# Notes: what moves the piezoelectric field in an InGaAs/GaAs (111)B well

**Question.** The reference is a 10 nm In$_{0.15}$Ga$_{0.85}$As well, coherent to GaAs(111)B, between thick field-free barriers. I change one thing at a time (In content, face, barrier thickness, carrier density), guess sign and size, then compute.

## Conventions and result

The cation sits at the origin and the anion at $(a/4)(1,1,1)$. The A (cation) face then has outward normal $[111]$, and B-face growth runs along $[\bar1\bar1\bar1]$. My $z$ axis is the growth direction, pointing to the surface.

With $\mathbf n=[111]/\sqrt3$ the strain is $\varepsilon_{ij}=\varepsilon_\parallel\delta_{ij}+\Delta\,n_in_j$, $\Delta=\varepsilon_\perp-\varepsilon_\parallel$, so each tensor shear is $\Delta/3$. Zinc blende gives $P_x=2e_{14}\varepsilon_{yz}$ and cyclic, the 2 coming from Voigt shear. Projecting on $\mathbf n$, and setting the normal stress to zero,

$$P_{[111]}=\frac{2}{\sqrt3}e_{14}\Delta,\qquad \Delta=-\frac{3(C_{11}+2C_{12})}{C_{11}+2C_{12}+4C_{44}}\,\varepsilon_\parallel .$$

Continuity of $D_z=\kappa F+P$ (with $\kappa=\kappa_r\varepsilon_0$, static) and no voltage per period, $F_wL_w+F_bL_b=0$, give

$$F_w=\frac{(P_b-P_w)L_b}{\kappa_wL_b+\kappa_bL_w}.$$

For unstrained GaAs barriers $P_b=0$, and $L_b\to\infty$ leaves $F_w=-P_w/\kappa_w$. On the electron energy scale the envelope Hamiltonian gains $+eF_wz$ times the unit matrix inside the well.

**Inputs.** Compiled values for GaAs: $\kappa_r=12.87$ (Rakita 2019); $m_e=0.067\,m_0$, $\gamma_1=6.98$, $\gamma_3=2.93$ (Vurgaftman 2001). Typical values, GaAs/InAs: $a=5.6533/6.0583$ Å, $C_{11}=122.1/83.3$, $C_{12}=56.6/45.3$, $C_{44}=60.0/39.6$ GPa, $e_{14}=-0.16/-0.045$ C/m² in the convention above, $\kappa_r(\mathrm{InAs})=15.15$. I interpolate linearly in $x$, take $\varepsilon_\parallel=(a_{\rm GaAs}-a_x)/a_x$, and carry unrounded intermediates.

**Reference sign.** Compression means $\varepsilon_\parallel<0$ and $\Delta>0$. With $e_{14}<0$, $\mathbf P$ points along $[\bar1\bar1\bar1]$, which on the B face is $+z$. The field points to the substrate. Electrons move to the surface side of the well, holes to the substrate side.

## Change 1: $x=0.15\to0.25$

*Guess.* Same sign. The misfit scales roughly as $x$, a factor 1.667. But $|e_{14}|$ falls toward InAs and $\kappa$ rises, so the factor must be smaller.

*Calculation.*

| $x$ | $\varepsilon_\parallel$ (%) | $-\Delta/\varepsilon_\parallel$ | $\Delta$ (%) | $e_{14}$ (C/m²) | $\kappa_r$ | $P_z$ (mC/m²) | $F_z$ (kV/cm) |
|---|---|---|---|---|---|---|---|
| 0.15 | $-1.063$ | 1.494 | 1.589 | $-0.143$ | 13.21 | 2.62 | $-224$ |
| 0.25 | $-1.759$ | 1.501 | 2.641 | $-0.131$ | 13.44 | 4.00 | $-336$ |

The ratio factorises as misfit 1.655, elastic factor 1.004, $e_{14}$ 0.919, screening 0.983, in total 1.50. This assumes that the richer layer stays coherent.

*What I dropped.* The converse effect adds $(4e_{14}^2/3)/C_L$ to $\kappa_w$, with $C_L=(C_{11}+2C_{12}+4C_{44})/3$. That is 0.15 % at $x=0.15$ and harmless. Second-order piezoelectricity is not. From $P_\mu=e_{\mu j}\eta_j+\tfrac12B_{\mu jk}\eta_j\eta_k$ in Voigt strains, with $\eta_1=\eta_2=\eta_3=\varepsilon_\parallel+\Delta/3$ and $\eta_4=\eta_5=\eta_6=2\Delta/3$,

$$e_{14}\to e_{14}+(B_{114}+2B_{124})\eta_1+B_{156}\eta_4 .$$

Approximate first-principles values are $B_{114}+2B_{124}\approx-8$ and $B_{156}\approx-0.5$ C/m². With $\eta_1=-0.53$ %, $\eta_4=1.06$ % the correction is $+0.037$ C/m², and with $-0.88$ %, $1.76$ % it is $+0.062$ C/m². These cancel 26 % and 47 % of my $e_{14}$, and the ratio drops to 1.1. Paired instead with the approximate first-principles linear values ($-0.23/-0.115$ C/m²) it is 1.3. The sign of the response survives in all three versions, and its size is uncertain between 1.1 and 1.5.

## Change 2: another face

*Guess.* The strain is even in $\mathbf n$, so $\mathbf P$ is the same vector in crystal axes for A and B, while $z$ reverses. So (111)A has $F_z=+224$ kV/cm. For (001) there is no shear and no field. If the layer relaxed only along $\mathbf n$, then $P_n=6e_{14}\Delta\,n_xn_yn_z$, and (211) would have 0.707 of the (111) value at equal $\Delta$.

*Calculation.* A coherent layer has $\varepsilon_{ij}=\varepsilon_\parallel\delta_{ij}+\tfrac12(u_in_j+u_jn_i)$. Zero traction gives $K\mathbf u=-(C_{11}+2C_{12})\varepsilon_\parallel\mathbf n$, with $K_{ii}=C_{11}n_i^2+C_{44}(1-n_i^2)$ and $K_{ij}=(C_{12}+C_{44})n_in_j$. Only the normal component of $\mathbf P$ makes a field in a laterally uniform layer:

$$P_n=2e_{14}\,(u_xn_yn_z+u_yn_zn_x+u_zn_xn_y).$$

For (110), $n_z=0$ and $u_z=0$, so $P_n=0$. For (211) I get $\mathbf u\propto(1,0.228,0.228)$ instead of $(1,\tfrac12,\tfrac12)$. The relaxation tilts toward the soft $[100]$ axis, which carries the smallest of the weights $(1,2,2)$. The ratio is 0.600, so $F_z=-134$ kV/cm on (211)B. My guess had the sign right and was too large.

## Change 3: thick barriers → superlattice

*Guess.* The interface charges $\pm P_w$ do not change, but the barriers now carry a return field. For nearly equal $\kappa$ the well keeps the fraction $L_b/(L_w+L_b)$, slightly more because $\kappa_w>\kappa_b$.

*Calculation.* The fraction is $\kappa_wL_b/(\kappa_wL_b+\kappa_bL_w)$, for a stack still coherent to the substrate. For $L_b=10$ nm it is 0.507, so $F_w=-113$ and $F_b=+113$ kV/cm. For $L_b=20$ nm it is 0.672, so $F_w=-151$ and $F_b=+75$ kV/cm. The step $F_b-F_w$ stays near $P_w/\kappa$, and the boundary condition only decides how it is shared. Changing $L_w$ does nothing to the field of the isolated well, but in the superlattice a wider well has a weaker field.

## Change 4: add carriers

*Guess.* Electrons gather at the surface-side interface, whose bound charge is $+P_z$, so they screen.

*Calculation.* The bound charge is $P_z/e=1.63\times10^{12}$ cm⁻². Electron and hole sheets of $10^{11}$ cm⁻² each remove at most 6 % of the field, reached between the two clouds if they do not overlap.

## What these fields do to the levels

*Guess.* Without a field the well is symmetric, so level shifts are even in $F$. A and B faces give the same red shift of the e1–hh1 gap. A shift is quadratic while $e|F|L_w$ is not large against the level spacing, and tends to linear once the carrier sits in a corner.

*Calculation.* I use hard walls and GaAs masses throughout, and count each carrier's energy into its own band from the band edge at the well centre. At $k_\parallel=0$ the heavy hole along $[111]$ decouples, with $m_{hh}=m_0/(\gamma_1-2\gamma_3)=0.893\,m_0$. The zero-field levels $E_1=\pi^2\hbar^2/2mL_w^2$ are 56.1 meV (electron) and 4.2 meV (hole), against a drop of 224 meV across the well.

For the electron, second order gives

$$\delta E=-\frac{15/\pi^2-1}{24\pi^2}\,\frac{me^2F^2L_w^4}{\hbar^2},$$

with prefactor $2.19\times10^{-3}$. This is $-9.7$ meV, and diagonalising in the box basis gives $-9.4$ meV. The hole is in the triangular limit. Its Airy length $\ell=(\hbar^2/2me|F|)^{1/3}$ is 1.24 nm, far below $L_w$, and with the first zero of Ai at $-2.338$,

$$\delta E_{hh}=-\tfrac12e|F|L_w+2.338\,e|F|\ell-E_1 .$$

At the reference this is $-111.9+64.9-4.2$ meV.

| case | $\lvert F_w\rvert$ (kV/cm) | $\delta E_{hh}$ (meV) | ratio of shifts | ratio of $F$ | ratio of $F^2$ |
|---|---|---|---|---|---|
| reference | 224 | $-51$ | | | |
| $x=0.25$ | 336 | $-87$ | 1.70 | 1.50 | 2.26 |
| 10/10 nm superlattice | 113 | $-20$ | 0.38 | 0.51 | 0.26 |

Both responses lie between linear and quadratic, as guessed, and the hole dominates the shift because of its large $[111]$ mass.

Hard walls are the weak point. Replace the low-side wall by a step of $V\approx70$ meV, an approximate hole offset at $x=0.15$. Matching $\mathrm{Ai}(s/\ell-\xi)$, with $s$ the distance from the step, to a decaying exponential of the same mass gives $\mathrm{Ai}'(-\xi)/\mathrm{Ai}(-\xi)=\sqrt{V/(e|F|\ell)-\xi}$, so $\xi=1.63$. The level lies 45 meV above the corner instead of 65 meV. It falls by 20 meV, while finite walls can lower the zero-field level by less than 4.2 meV, so the hole's red shift grows. The hard-wall electron level lies 159 meV above its corner, beyond an approximate conduction offset of 0.1 eV, so its shift is only an order of magnitude.

## What I trust

All numbers here are the model's. As typical knowledge, fields inferred for such wells tend to lie roughly 30 % below the linear-$e_{14}$ value, so 224 kV/cm is high, and the level shifts inherit that. The signs, the A/B reversal and the zeros for (001) and (110) follow from symmetry and the sign of the effective $e_{14}$. The superlattice fractions 0.507 and 0.672 do not involve $e_{14}$ at all. The (211) ratio holds for linear piezoelectricity only, and the growth with $x$ is the least certain response.